**Question.** I want the polaron ground-state energy of a Peierls chain with Einstein phonons on the bonds,
$$H=-\sum_j\big[t+g(b_j+b_j^\dagger)\big]\big(c_j^\dagger c_{j+1}+c_{j+1}^\dagger c_j\big)+\omega\sum_j b_j^\dagger b_j .$$
I was told that Perron-Frobenius forbids a self-trapping transition here, although the SSH polaron has a sharp transition. How does the proof go? And does it tell me whether to use power iteration, Lanczos or Monte Carlo for a given accuracy?

---

**Answer.** The theorem fixes the sector ($k=0$), the starting vector (the phonon vacuum) and the absence of a sign problem. It does not fix which algorithm is cheapest. That depends on the accuracy wanted and on the number of phonon modes kept, and it can be worked out on a solvable case. Conventions: $\hbar=1$, lattice constant 1, one electron, $b_j$ on the bond between sites $j$ and $j+1$, $t>0$, $\omega>0$. The sign of $g$ is removed by $b_j\to-b_j$, so $g>0$.

## 1. The theorem

Take a ring and the basis $|j;\{n\}\rangle$ of electron site and phonon occupations. The off-diagonal elements are $-t$, $-g\sqrt{n+1}$ and $-g\sqrt n$, all non-positive. The basis is connected: the electron reaches any bond by $t$ hops, crosses it while adding or removing a phonon, and returns by a $t$ hop.

**Uniqueness.** For any $\psi$, $\langle\psi|H|\psi\rangle\ge\langle|\psi|\,|H|\,|\psi|\rangle$, where $|\psi|$ has components $|\psi_m|$. So if $\psi$ is a ground state, $|\psi|$ is one too. If $\psi_m=0$ for some $m$, row $m$ of the eigenvalue equation reads $\sum_{m'\ne m}H_{mm'}|\psi_{m'}|=0$. All terms have one sign, so all neighbours of $m$ vanish, and by connectedness $\psi=0$. A ground state therefore has no zero component. Two independent ground states could be combined to cancel one component, so there is only one, and it can be chosen strictly positive.

**Momentum.** Translation permutes the basis and commutes with $H$. It maps the positive ground state onto a positive ground state, so its eigenvalue is $e^{ik}=1$. On the infinite chain one works at fixed $k$ with phonon positions measured from the electron. The elements of $H(k)$ are those of $H(0)$ times phases $e^{\pm ik}$, and the same inequality gives $E(k)\ge E(0)$.

**Analyticity.** Only the two bonds next to the electron couple, and $b+b^\dagger$ grows as $\sqrt n$ while the phonon energy grows as $n$. The coupling is thus bounded by an arbitrarily small multiple of the phonon energy plus a constant, whatever the length of the chain. For such a family, a simple isolated eigenvalue is analytic in $g$. Isolation is where the phonon gap enters. I quote rather than prove that the continuum at $k=0$ starts at $\min_kE(k)+\omega=E(0)+\omega$, the polaron plus one distant phonon, with the ground state a bound level below it. Then $E(0;g)$, the phonon number and the residue $Z>0$ are analytic at every real $g$. A crossover may be steep, but it is no transition. The argument is of the kind reviewed by Gerlach and Löwen (1991). For a density coupling $g(q)$ it runs in the coordinate basis instead: the coupling is diagonal there, the hopping is $-t$, and $e^{-\tau H}$ has a positive kernel.

**Where it fails.** At $t=0$ on an open chain, the parity of $n_j$ plus the number of electrons to the right of bond $j$ is conserved, and the basis splits. With site phonons (SSH) the coupling is $g\sum_j(c_j^\dagger c_{j+1}+\text{h.c.})(X_j-X_{j+1})$, $X=b+b^\dagger$. Hop $1\to2$ emitting a phonon on site 2 (element $-g$), hop $2\to3$ absorbing it ($+g$), and return by two $t$ hops. The product of the elements of $-H$ around this loop is $-g^2t^2<0$, and no choice of phases of the basis states changes it. For $\omega\gg t,g$ the same process gives a second-neighbour hopping $+g^2/\omega$,
$$E(k)=\text{const}-2t\cos k+\frac{2g^2}{\omega}\cos2k,\qquad E''(0)=2t-\frac{8g^2}{\omega},$$
and the minimum moves to $\cos k=t\omega/4g^2$ once $g^2/\omega>t/4$. This is the transition found by Marchand and co-workers (2010). In the bond model a phonon can only be absorbed on the bond where it was emitted, so the second order in that limit is a constant.

## 2. A solvable case with adjustable size

Keep one bond (two sites) and let $L$ equal modes modulate it:
$$H=-\Big[t+\frac{g}{\sqrt L}\sum_{l=1}^{L}(b_l+b_l^\dagger)\Big]\sigma_x+\omega\sum_l b_l^\dagger b_l .$$
Here $\sigma_x=c_1^\dagger c_2+c_2^\dagger c_1=\pm1$ is conserved, and $+1$ plays the part of $k=0$. Only $B=L^{-1/2}\sum_lb_l$ couples. The shift $B\to B\pm g/\omega$ diagonalises $H$:
$$E_\pm=\mp t-a\omega,\qquad a=g^2/\omega^2 .$$
The exact ground-state energy is $E_0=-t-a\omega$, unique for $t>0$ and analytic in $g$. In the even sector the vacuum has weight $p_n=e^{-a}a^n/n!$ on the levels $E_0+n\omega$.

The rotation to $B$ would reduce everything to $L=1$. The chain has no such rotation, so the algorithms below are not allowed to use it. A basis with at most $N$ phonons in $L$ modes has
$$D=\binom{N+L}{L}$$
states, the same count as the chain at fixed $k$ with phonons in a window of $L$ bonds around the electron. Each state with fewer than $N$ phonons has $L$ upward links, so the number of non-zero elements is
$$\mathcal N=D+2L\binom{N-1+L}{L}=D\Big(1+\frac{2LN}{N+L}\Big).$$
The chain has at most 7 per row (three for each hop direction and the diagonal). The unit of work is one multiply-add with a matrix element, and elements are generated as needed, not stored. All numbers use the illustrative coupling $a=2$ and belong to the model. Below, energies are measured from $-t$.

## 3. Truncation error

The cutoff on the total phonon number is invariant under mode rotations, so the truncated ground state is that of the tridiagonal matrix with diagonal $n\omega$ and off-diagonal $-g\sqrt{n+1}$, $n\le N$. Put $E=\omega(x-a)$ and $\phi_n=a^{n/2}C_n/\sqrt{n!}$ with $C_0=1$:
$$aC_{n+1}=(n+a-x)\,C_n-nC_{n-1},\qquad C_{N+1}(x)=0 .$$
These are Charlier polynomials, and the smallest zero $x_1$ is the error $\delta_N/\omega$. At $x=0$ all $C_n=1$. Differentiating at $x=0$, the differences $d_n=C_n'(0)-C_{n+1}'(0)$ obey $ad_n=nd_{n-1}+1$, solved by $d_n=\sum_{j\le n}p_j/(ap_n)$. Hence
$$S_N\equiv-\frac{C_{N+1}'(0)}{C_{N+1}(0)}=\sum_{j=1}^{N+1}\frac1{x_j}=\sum_{n=0}^Nd_n .$$
Each truncated level lies above the exact one, $x_j\ge j-1$, so with $H_N=\sum_{n=1}^N1/n$ (and $S_N>H_N$)
$$\frac1{S_N}\le\frac{\delta_N}{\omega}\le\frac1{S_N-H_N}.$$
For $N\gg a$ the last $d_n$ dominates and $\delta_N\to\omega e^{-a}a^{N+1}/N!$. The error falls faster than exponentially once $N$ is well above $a$.

| $N$ | 4 | 6 | 7 | 9 | 10 | 11 | 12 | 13 |
|---|---|---|---|---|---|---|---|---|
| $S_N$ | 10.125 | 65.125 | 210.44 | 3410.6 | 16503 | 88511.5 | 520563 | 3328901 |
| $\delta_N/\omega$ | 0.112 | $1.58\times10^{-2}$ | $4.80\times10^{-3}$ | $2.93\times10^{-4}$ | $6.06\times10^{-5}$ | $1.13\times10^{-5}$ | $1.92\times10^{-6}$ | $3.00\times10^{-7}$ |

At $N=7$ the bounds are $4.75\times10^{-3}$ and $4.81\times10^{-3}$. Accuracies $\epsilon/\omega=10^{-2},10^{-4},10^{-6}$ need $N=7,10,13$.

## 4. Power iteration

This is the algorithm behind the theorem. The matrix $s-H$ with $s=N\omega$ is non-negative, connected and has positive diagonal entries, so repeated multiplication carries any non-negative start to the ground state and all iterates stay non-negative. From the vacuum, after $m$ products the level $n$ has relative weight $(p_n/p_0)(1-n/(N+a))^{2m}$, if the small truncation shifts are ignored. The first excited level dominates the Rayleigh quotient:
$$\delta^{\rm pow}_m\simeq a\omega\,r^{2m},\qquad r=1-\frac1{N+a}.$$
The top of the spectrum is harmless. Row sums bound it by $E_{\max}-s<2g\sqrt N$, which is below $s-E_1=(N+a-1)\omega$ for the three cutoffs. Setting $\delta_m^{\rm pow}\le\epsilon-\delta_N$ gives $m=26,63,108$, and one more product for the quotient makes 27, 64, 109. In general the number of products grows as $(s-E_0)/2\Delta$ times a logarithm of $1/\epsilon$, with $\Delta$ the gap in the sector. Memory is two vectors, $2D$ numbers.

## 5. Lanczos

Lanczos minimises the energy over all polynomials of degree $m-1$ in $H$ acting on the start vector, which overlaps the ground state by positivity. Take as trial the Chebyshev polynomial $T_{m-1}$ with $[E_1,E_{\max}]$ mapped on $[-1,1]$. It is at most 1 in modulus on every excited level and has modulus $T_{m-1}(1+2\gamma)$ at $E_0$, so
$$\delta^{\rm Lan}_m\le\frac{W\,(1-Z)/Z}{T_{m-1}^2(1+2\gamma)},\qquad \gamma=\frac{\Delta}{W-\Delta},\qquad T_{m-1}(1+2\gamma)=\cosh\!\big[2(m-1)\operatorname{arsinh}\sqrt\gamma\big],$$
with $W$ the spectral width and $Z$ the vacuum weight. The step count grows as $\sqrt{W/\Delta}$, against a first power for power iteration. The three-term recurrence can overwrite its oldest vector, so the energy again needs $2D$ numbers.

On the solvable model the Lanczos vectors are the Fock states of $B$, and $N+1$ products reproduce the tridiagonal matrix exactly: 8, 11 and 14 products, fewer than power iteration by factors 3.4, 5.8 and 7.8. This early termination flatters Lanczos. The general bound at $N=10$, with $W=(N+a)\omega+2g\sqrt N=20.9\,\omega$, $\Delta=\omega$ and $(1-Z)/Z=e^a-1=6.39$, asks for 20 products. That is 1.8 times the model's count and still 3.2 times below power iteration.

## 6. Sign-free Monte Carlo

Expand $\mathcal Z(\tau)=\langle0|e^{-\tau H}|0\rangle$ in the off-diagonal elements. Every term is positive, which is the premise of the theorem. In the even sector each vertex gives $+g/\sqrt L$ and each phonon line of length $\ell$ gives $e^{-\omega\ell}$. The lines are independent and the mode sum cancels $1/L$. With $T=\omega\tau$,
$$\ln\mathcal Z=\Lambda=g^2\!\int_0^\tau(\tau-\ell)e^{-\omega\ell}d\ell=a\,(T-1+e^{-T}),$$
which agrees with $\sum_np_ne^{-T(n-a)}$. A configuration is a Poisson set of lines with mean number $\Lambda$. The projected energy is
$$E(\tau)=-\partial_\tau\ln\mathcal Z=E_0+a\omega e^{-T},$$
so the bias is $b=a\omega e^{-T}$. Rescaling all times by $\tau$ makes a term with $n$ lines proportional to $\tau^{2n}e^{-\omega\sum\ell_i}$, which gives the estimator $\hat E=\tau^{-1}\sum_i(\omega\ell_i-2)$. The variance of a Poisson sum is the intensity integrated against the square:
$$\sigma^2=\frac{g^2}{\tau^2}\int_0^\tau(\tau-\ell)e^{-\omega\ell}(\omega\ell-2)^2d\ell=\frac{a\omega^2}{T^2}\Big[2T-2+(T^2+2)e^{-T}\Big].$$
Require an rms error $\sqrt{b^2+\sigma^2/M}=\epsilon$ from $M$ samples, and charge $\kappa$ operations per line. I assume $\kappa=10$ for the random numbers and the logarithm. The work is $\kappa M\Lambda$, which for large $T$ tends to
$$2\kappa a^2(\omega/\epsilon)^2=80\,(\omega/\epsilon)^2 .$$
It does not depend on $L$ and hardly on $T$, because $\sigma^2\propto1/T$ and $\Lambda\propto T$. Memory is at most a few numbers per line.

| $\epsilon/\omega$ | $T$ | $b/\omega$ | $\sigma^2/\omega^2$ | $\Lambda$ | $M$ | work |
|---|---|---|---|---|---|---|
| $10^{-2}$ | 8 | $6.7\times10^{-4}$ | 0.438 | 14.0 | $4.40\times10^{3}$ | $6.2\times10^{5}$ |
| $10^{-4}$ | 12 | $1.2\times10^{-5}$ | 0.306 | 22.0 | $3.10\times10^{7}$ | $6.8\times10^{9}$ |
| $10^{-6}$ | 17 | $8.3\times10^{-8}$ | 0.221 | 32.0 | $2.23\times10^{11}$ | $7.1\times10^{13}$ |

The deterministic errors are one-sided and certain, while this one is an rms value.

When the premise fails, one samples moduli and carries the sign. Its mean is $\mathcal Z/\mathcal Z_{\rm abs}\sim e^{-\tau(E_0-E_{\rm abs})}$, where $E_{\rm abs}$ belongs to the Hamiltonian with all off-diagonal elements replaced by minus their moduli, and the work is multiplied by the inverse square. The dimer shows the size. Its odd state sampled in the site basis has mean sign $e^{-2t\tau}$, so for $t=\omega$ and $T=8$ the factor is $e^{32}=7.9\times10^{13}$.

## 7. Cheapest method for a stated accuracy

Lanczos work $(N+1)\mathcal N$, with memory $2D$ in brackets. Power iteration has the same memory and 3.4, 5.8 and 7.8 times the work in the three rows.

| $\epsilon/\omega$ | $L=1$ | $L=8$ | $L=16$ | $L=32$ | Monte Carlo |
|---|---|---|---|---|---|
| $10^{-2}$ | 176 (16) | $4.4\times10^5$ ($1.3\times10^4$) | $2.1\times10^7$ ($4.9\times10^5$) | $1.5\times10^9$ ($3.1\times10^7$) | $6.2\times10^5$ |
| $10^{-4}$ | 341 (22) | $4.8\times10^6$ ($8.8\times10^4$) | $7.8\times10^8$ ($1.1\times10^7$) | $2.6\times10^{11}$ ($2.9\times10^9$) | $6.8\times10^9$ |
| $10^{-6}$ | 560 (28) | $3.1\times10^7$ ($4.1\times10^5$) | $1.5\times10^{10}$ ($1.4\times10^8$) | $2.0\times10^{13}$ ($1.5\times10^{11}$) | $7.1\times10^{13}$ |

Two neglected items raise the Lanczos figures. The general step count costs the factor 1.8 found above. The dot products and vector updates, about $5D$ per step, cost a factor 1.6 at $L=8$, $N=7$ and 1.3 at $L=32$, $N=13$. With $\kappa$ assumed as well, I treat ratios to Monte Carlo below 4 as ties.

- **$\epsilon=10^{-2}\omega$.** Lanczos at $L=1$. A tie at $L=8$ (ratio 1.4). Monte Carlo at $L=16$ by a factor 34 and at $L=32$ by $2.5\times10^3$.
- **$\epsilon=10^{-4}\omega$.** Lanczos at $L=1$, at $L=8$ by $1.4\times10^3$ and at $L=16$ by 8.8. Monte Carlo at $L=32$ by 39.
- **$\epsilon=10^{-6}\omega$.** Lanczos up to $L=16$, where it leads by $4.9\times10^3$. At $L=32$ the work is a tie (ratio 3.6), and memory decides for Monte Carlo, since Lanczos holds $1.5\times10^{11}$ numbers.

The pattern follows from the growth laws. Two more digits multiply the Monte Carlo work by about $10^4$. They cost the basis methods three more phonons here, which multiplies $D$ by $\prod_{i=1}^3[1+L/(N+i)]$. From $N=7$ to $N=10$ this is 6.8 at $L=8$ and 96 at $L=32$. High accuracy favours the basis, and many modes favour sampling. Power iteration is never the cheapest. What it offers is iterates that stay non-negative.

## 8. Best accuracy inside a budget

For Lanczos take the largest $N$ that fits. For Monte Carlo the statistical error is $\sqrt{\kappa\sigma^2\Lambda/\text{work}}$, with $T=12$ in budget A and $T=17$ in budget B, where the bias is negligible. Budget A is $10^7$ operations. Budget B is $10^{11}$ operations and $10^8$ stored numbers.

| budget | $L$ | largest $N$ | Lanczos error$/\omega$ | Monte Carlo error$/\omega$ | best |
|---|---|---|---|---|---|
| A | 8 | 11 (work $9.3\times10^6$) | $1.13\times10^{-5}$ | $2.6\times10^{-3}$ | Lanczos |
| A | 16 | 6 (work $5.1\times10^6$) | $1.58\times10^{-2}$ | $2.6\times10^{-3}$ | Monte Carlo |
| A | 32 | 4 (work $2.4\times10^6$) | 0.112 | $2.6\times10^{-3}$ | Monte Carlo |
| B | 16 | 12 (memory $6.1\times10^7$) | $1.92\times10^{-6}$ | $2.7\times10^{-5}$ | Lanczos |
| B | 32 | 7 (memory $3.1\times10^7$) | $4.80\times10^{-3}$ | $2.7\times10^{-5}$ | Monte Carlo |

In budget B memory stops Lanczos first: at $L=16$, $N=12$ it uses only $5.8\times10^9$ operations. In the first row, a threefold overhead would lower $N$ from 11 to 9 (work $2.3\times10^6$ before the overhead), and the error $2.93\times10^{-4}$ would still be below the Monte Carlo value.

## 9. What carries over to the chain

The count $D$, the two-vector memory, the step laws in $1/\Delta$ and $1/\sqrt\Delta$, the $\epsilon^{-2}$ law and the positivity of all weights at $k=0$ hold on the chain. Four things change.

1. The finite window adds its own error, which the dimer does not test. A larger $t/\omega$ spreads the phonon cloud and calls for larger $L$, which pushes the choice toward sampling.
2. Rows have at most 7 elements instead of $1+2LN/(N+L)$, which is 19.5 at $L=32$, $N=13$. This helps the basis methods.
3. Hops on neighbouring bonds do not commute, so lines are no longer independent. Samples come from a Markov chain, and the work is multiplied by an autocorrelation factor that has to be estimated in the run itself.
4. The theorem says $\Delta>0$, not $\Delta=\omega$. A second bound state at $k=0$ may lie below the continuum. Power iteration then slows as $1/\Delta$ and Lanczos as $1/\sqrt\Delta$, and the projection time must grow as $1/\Delta$.

For site-phonon SSH coupling the real-space weights carry signs and the minimum need not lie at $k=0$. The basis methods must then scan $k$, which multiplies their work by the number of $k$ points, while sampling in this representation pays the factor $e^{2\tau(E_0-E_{\rm abs})}$.